Margin comments on the torque on a dielectric ellipsoid in a uniform field

1. The statement and its conventions. A rigid, uncharged, homogeneous ellipsoid has semi-axes a, b, c, volume V = 4πabc/3 and isotropic relative permittivity ε_p. It sits in an insulating liquid of relative permittivity ε_m, and far from it the field E0 is uniform. Write Δ = ε_p − ε_m. The depolarisation factors are

n_a = (abc/2) ∫₀^∞ ds / [(s + a²) R(s)], R(s) = √[(s + a²)(s + b²)(s + c²)],

and likewise for b and c, with n_a + n_b + n_c = 1. Let E0 lie in the a-b plane at angle θ from axis a, counted towards b. The torque is along the third axis ĉ = â × b̂:

(1) N = ε0 ε_m V Δ² (n_b − n_a) E0² sin 2θ / (2 D_a D_b), D_i = ε_m + n_i Δ.

Positive N turns a towards b, and so towards the field.

2. Which dipole moment enters. Only the ratio ε_p/ε_m appears in the boundary conditions, so the vacuum solution carries over and the inner field is uniform, E_i = ε_m E0,i/D_i. The moment that matters is p = ε0 Δ V E_in, with components

(2) p_i = ε0 ε_m V α_i E0,i, α_i = Δ/D_i.

It is the moment that gives the far potential p·r/(4π ε0 ε_m r³). It is not the moment ε0(ε_p − 1)V E_in of the body's own polarisation, which stays finite when particle and liquid match and nothing can turn.

3. Why the torque is p × E0 in a liquid too. In a liquid at rest the electrostrictive stress is balanced by the pressure it builds up, and what remains is a uniform pressure plus T_jk = ε0 ε_m (E_j E_k − ½E² δ_jk). This tensor is symmetric and free of divergence, so the torque may be taken on a sphere of any large radius r with normal n̂. Isotropic terms give no torque there, and N = ε0 ε_m r³ ∮ (n̂ × E)(E·n̂) dΩ. Put E = E0 + E_d with E_d = [3n̂(p·n̂) − p]/(4π ε0 ε_m r³). The E0-E0 term integrates to zero, the E_d-E_d term and higher multipoles die off with r, and the cross terms, with the angular mean of n̂_j n̂_k equal to δ_jk/3, give (2/3) p × E0 − (1/3) E0 × p = p × E0. Its ĉ component is p_a E0 sin θ − p_b E0 cos θ, so

(3) N = W G sin 2θ, W = ½ ε0 ε_m V E0², G = α_a − α_b.

4. The same from the free energy. At fixed source charges and temperature, inserting the body changes the free energy by ½∫(E·D − E0·D0) dV. This equals ½∫(E·D0 − D·E0) dV plus ½∫(E + E0)·(D − D0) dV. The last integral vanishes, because E + E0 is a gradient and D − D0 has no sources. The first integrand vanishes in the liquid and equals −ε0 Δ E_in·E0 in the body. Hence U = −½ p·E0 = −W(α_a cos²θ + α_b sin²θ) = const + W G sin²θ. Turning the body by dφ changes θ by −dφ, so N = +dU/dθ, which is (3). The product ΔU = W G is both the energy between the crossed and the aligned position, in J, and the peak torque at θ = 45°, in N m.

5. Why the sign of Δ drops out. From (2), 1/α_i = n_i + ε_m/Δ. Subtracting the two inverses gives

(4) G = α_a α_b (n_b − n_a),

which turns (3) into (1). Since D_i = (1 − n_i) ε_m + n_i ε_p is positive for positive permittivities, α_a and α_b share the sign of Δ and their product is positive. The integral for n gives n_b − n_a = (abc/2)(a² − b²) ∫₀^∞ ds/[(s + a²)(s + b²)R], positive for a > b. So U is lowest with the longest axis along the field. For Δ > 0 the long axis carries the larger positive moment. For Δ < 0 it carries the smaller negative one: a thin rod along the field has E_in ≈ E0, while across it the inner field is raised. A disc, by the same rule, puts its plane along the field.

6. The metallic limit. Letting ε_p → ∞ gives α_i = 1/n_i and

(5) G∞ = 1/n_a − 1/n_b.

The free surface charge is σ_s = ε0 ε_m Σ_i (E0,i/n_i) n̂_i, and the stress is a pure outward pull σ_s²/(2ε0 ε_m). A normal pull turns the body only because the normal of an ellipsoid is not radial. Its moment comes from the cross term of σ_s² and is ε0 ε_m E0,a E0,b/(n_a n_b) times ∮ (x n̂_y − y n̂_x) n̂_x n̂_y dS, with x along a and y along b. Agreement with (5) means that this purely geometric integral equals V(n_b − n_a), which direct integration over a spheroid confirms. At angular frequency ω, with time factor exp(iωt), a conductor has ε_p → ε_p − iσ/(ε0 ω), and the limit needs |ε_m/Δ| ≪ n_a, that is σ ≫ ε0 ε_m ω/n_a.

7. The reference particle. Take a prolate spheroid with a = 40 nm, b = c = 10 nm, so V = 1.6755×10⁻²³ m³. For aspect ratio m = a/b,

n_a = [m arcosh(m)/√(m² − 1) − 1]/(m² − 1), n_b = (1 − n_a)/2,

and m = 4 gives n_a = 0.0754, n_b = 0.4623, n_b − n_a = 0.3869. The field is 1.0 MV/m r.m.s. at 1 MHz and T = 298 K, where kT = 4.114×10⁻²¹ J. With a typical ε_m = 24.5 for ethanol, W = 1.817×10⁻²¹ J and W/kT = 0.4417. With an approximate ε_m = 2.0 for cyclohexane, W/kT = 0.03606. In ethanol the criterion of comment 6 reads σ ≫ 0.018 S/m. Gold, with a typical σ = 4.5×10⁷ S/m, has σ/(ε0 ω) = 8×10¹¹. Copper, tungsten, TiN and nickel silicide pass the same test by many decades, so one row serves them all.

8. The table. Particle permittivities are typical bulk values taken as inputs, HfO₂ as an isotropic amorphous oxide, Si as undoped. All entries are the model's.

particle | ε_p | G, ethanol | ΔU/kT, ethanol | G, cyclohexane | ΔU/kT, cyclohexane
SiO₂ | 3.9 | 0.478 | 0.21 | 0.226 | 0.0082
Si | 11.7 | 0.145 | 0.064 | 2.06 | 0.074
HfO₂ | 20 | 0.0145 | 0.0064 | 3.62 | 0.13
SrTiO₃ | 300 | 4.27 | 1.9 | 10.0 | 0.36
Au | ∞ | 11.1 | 4.9 | 11.1 | 0.40

For the bare gold spheroid in ethanol 1/n_a = 13.26 and 1/n_b = 2.16, and the peak torque is 2.0×10⁻²⁰ N m. Every G is positive, although three of the five particles are less polarisable than ethanol.

9. The double zero. Near matching, G ≈ (n_b − n_a)(Δ/ε_m)². In cyclohexane all Δ are positive and G rises steadily down the column. In ethanol the column falls from SiO₂ through Si to HfO₂, as ε_p climbs towards ε_m, and rises again beyond. The HfO₂ entry is the least stable one: ε_p = 25, also within the typical range of this oxide, gives G = 1.6×10⁻⁴. It fixes an upper scale and no more.

10. The two sides of the zero are unequal. For ε_p → 0, G tends to 1/(1 − n_b) − 1/(1 − n_a) = 0.778, against 11.1 for the metal. The ratio (1 − n_a)(1 − n_b)/(n_a n_b) is 14.3. A body can at most exclude the flux from its own volume, but a long conductor gathers flux from a region set by its length.

11. How large is large. Dividing (4) by (5) gives G/G∞ = (n_a Δ/D_a)(n_b Δ/D_b). Each axis saturates when n_i Δ exceeds ε_m, and the long axis, with its small n_a, saturates last. For SrTiO₃ in ethanol the factors are 0.459 and 0.839, so a permittivity of 300 yields only 0.385 of the metallic torque. In cyclohexane the same particle is within about a tenth of the metal. A smaller ε_p than the bulk input, as is usual in small particles, lowers the row.

12. What the liquid does. For a metal G is pure geometry and the torque scales as ε_m, a gain of 12.25 from cyclohexane to ethanol. SiO₂ gains 26, because ethanol raises both W and the contrast. Si hardly changes: it moves from one side of the zero to the other. HfO₂ loses a factor 20.

13. What the shape does. For m = 2, 4, 8 the metal has G = 3.34, 11.1, 33.1, and for long rods 1/n_a → m²/(ln 2m − 1) without bound. SiO₂ in ethanol has G = 0.304, 0.478, 0.560. For finite ε_p the needle limit n_a → 0, n_b → ½ gives G = (x − 1)²/(x + 1) with x = ε_p/ε_m, here 0.610, and never above 1 for x < 1. Lengthening an oxide rod in ethanol helps mainly through V, while a metal rod gains through G as well.

14. From torque to alignment. In suspension the axis follows the weight exp(u cos²θ) sin θ dθ with u = ΔU/kT. The order parameter S = ⟨(3cos²θ − 1)/2⟩ starts as 2u/15. The table gives S = 0.64 for u = 4.9 and S = 0.029 for u = 0.21. Since u ∝ E0², the field for u = 1 in ethanol is 0.45 MV/m for the bare metal and 2.2 MV/m for SiO₂.

15. Why an alternating field and the r.m.s. value. Ethanol conducts. An assumed σ_m = 1×10⁻⁵ S/m gives a charge relaxation time τ = ε0 ε_m/σ_m = 22 µs, or 1/(2πτ) = 7.3 kHz, and with a typical ionic diffusion coefficient of 1×10⁻⁹ m²/s a Debye length √(Dτ) = 0.15 µm. At 1 MHz ωτ = 136, so ions do not screen, while the dielectric relaxation of ethanol, typically near 1 GHz, is far above. At low frequency a metal particle much larger than the Debye length charges its double layer and blocks the current like an insulator. Its dipole then tends to the ε_p → 0 case, and induced flows add a torque that (1) does not contain. At 1 MHz the torque is W G sin 2θ (1 + cos 2ωt). Perrin's friction coefficient for tumbling of a prolate spheroid is ζ = (32πη/3)(a⁴ − b⁴)/[(2a² − b²)s − 2a] with s = 2 arcosh(m)/√(a² − b²). A typical η = 1.1 mPa s gives ζ = 3.76×10⁻²⁵ N m s. The gold rod relaxes into alignment in ζ/(2WG) = 9.3 µs, and the ripple W G/(2ωζ) is 0.004 rad, so only the mean acts.

16. Is the body rigid, the liquid linear, the conductor a conductor? At the tip of the aligned metal rod the field is E0/n_a = 13.3 MV/m and the pull ½ ε0 ε_m (E0/n_a)² is 19 kPa. The compiled room-temperature values C11 = 192.44 GPa and C12 = 162.98 GPa for gold (Blaschke) give the soft shear modulus (C11 − C12)/2 = 14.73 GPa, so strains are of order 1×10⁻⁶ and the n_i do not change. With a typical molecular dipole μ = 1.7 D for ethanol (1 D = 3.336×10⁻³⁰ C m), μE/kT at the tip is 0.018, and saturation enters as its square, negligible even if local-field factors multiply μE by a few. The charge on each half of the rod is ε0 ε_m (E0/n_a) π b² = 5.6 elementary charges. Gold, with a typical 5.9×10²⁸ electrons per m³, holds 1×10⁶ in this volume and supplies that charge by a minute shift of them all. Silicon at 10²¹ donors per m³ meets the bulk criterion on σ, yet the rod holds 0.017 donors and stays in the dielectric row. At 10²⁶ per m³ it holds 1.7×10³ and approaches the metallic row.

17. Three cases where the long axis turns across the field. Each breaks a premise of comment 5.

(a) Crystal anisotropy. With ε_a along a and ε_b along b, (3) holds with each α_i built from its own permittivity, and G has a term of first order in ε_a − ε_b. An assumed pair 19 and 21 in ethanol gives G = −0.075, five times the shape term of the HfO₂ row and opposite in sign.

(b) Conduction. The stress argument of comment 3 survives in a uniformly conducting liquid, where the energy argument does not. It gives G = Re(α_a − α_b) with complex permittivities ε − iσ/(ε0 ω) inside α_i and the real ε_m in W. Then Δ² can have a negative real part. A particle of m = 4, large against the Debye length, with ε_p = 3.9 and an assumed σ_p = 3×10⁻⁵ S/m in the ethanol above has G = −0.37 at 10 kHz.

(c) Negative permittivity. D_i changes sign at ε_p = −ε_m(1 − n_i)/n_i. In light, with ε_m ≈ 1.85 for ethanol, this is −22.7 for a and −2.15 for b. Without loss, D_a D_b is negative between the two values and the rod sets itself across the light field. Below −22.7, on the long-wave side of the longitudinal plasmon resonance, it aligns again, and ε_p → −∞ returns to (5). Loss rounds off both crossings, the transverse one strongly in gold.

18. The term that rivals the effect: the capping layer. A gold rod in suspension carries an organic coat. A layer of 2 nm with an assumed ε_s = 2.5 has the series capacitance per area of 2 × 24.5/2.5 = 19.6 nm of ethanol, twice the radius b. A confocal shell can be solved exactly, because confocal ellipsoids share one form of exterior dipole field per axis. Replace core and shell by a uniform body of the outer shape, with factors n′_i and permittivity ε_i, that gives the same dipole in a medium ε_s. With f the ratio of core to outer volume, (ε_i − ε_s)/[ε_s + n′_i(ε_i − ε_s)] = f/n_i, so

(6) ε_i = ε_s [1 + f/(n_i − f n′_i)].

Take b′ = 12 nm. Confocality, a′² − a² = b′² − b², gives a′ = 40.55 nm, f = 0.685, n′_a = 0.0938 and n′_b = 0.4531. With unrounded factors, since n_a − f n′_a = 0.01118 is a near cancellation, ε_a = 156 and ε_b = 13.8. In ethanol α_a = 3.57 and α_b = −0.546 per outer volume, and (α_a − α_b)/f = 6.0 replaces 11.1. Then u = 2.65 and S = 0.39. The coated rod looks like a moderate dielectric along its axis and like an insulator across it. In cyclohexane the same shell gives 11.3: a coat that nearly matches the liquid is almost invisible. The confocal shell is only 0.55 nm thick at the tips, so a uniform 2 nm coat lowers the torque in ethanol further.

19. What the gold number is worth. Real rods are closer to cylinders with round caps. One of the same length and width encloses the spheroid and has 1.375 times its volume, and an enclosing conductor has the larger polarisability along each axis. The long axis dominates G∞, so this should raise the torque by some tens of per cent, while the coat cuts it by a half or more in ethanol. The model's 2.0×10⁻²⁰ N m and u = 4.9 at 1 MV/m therefore belong to a bare spheroid and probably overstate a capped rod of this size in ethanol by up to a factor of about two; as typical knowledge, strong alignment of such rods takes fields of one to several MV/m. The ordering of the rows rests on (4) alone: a double zero at matching, a ceiling of order one below it, and above it a climb to 1/n_a − 1/n_b that the long axis delays until n_a ε_p exceeds ε_m.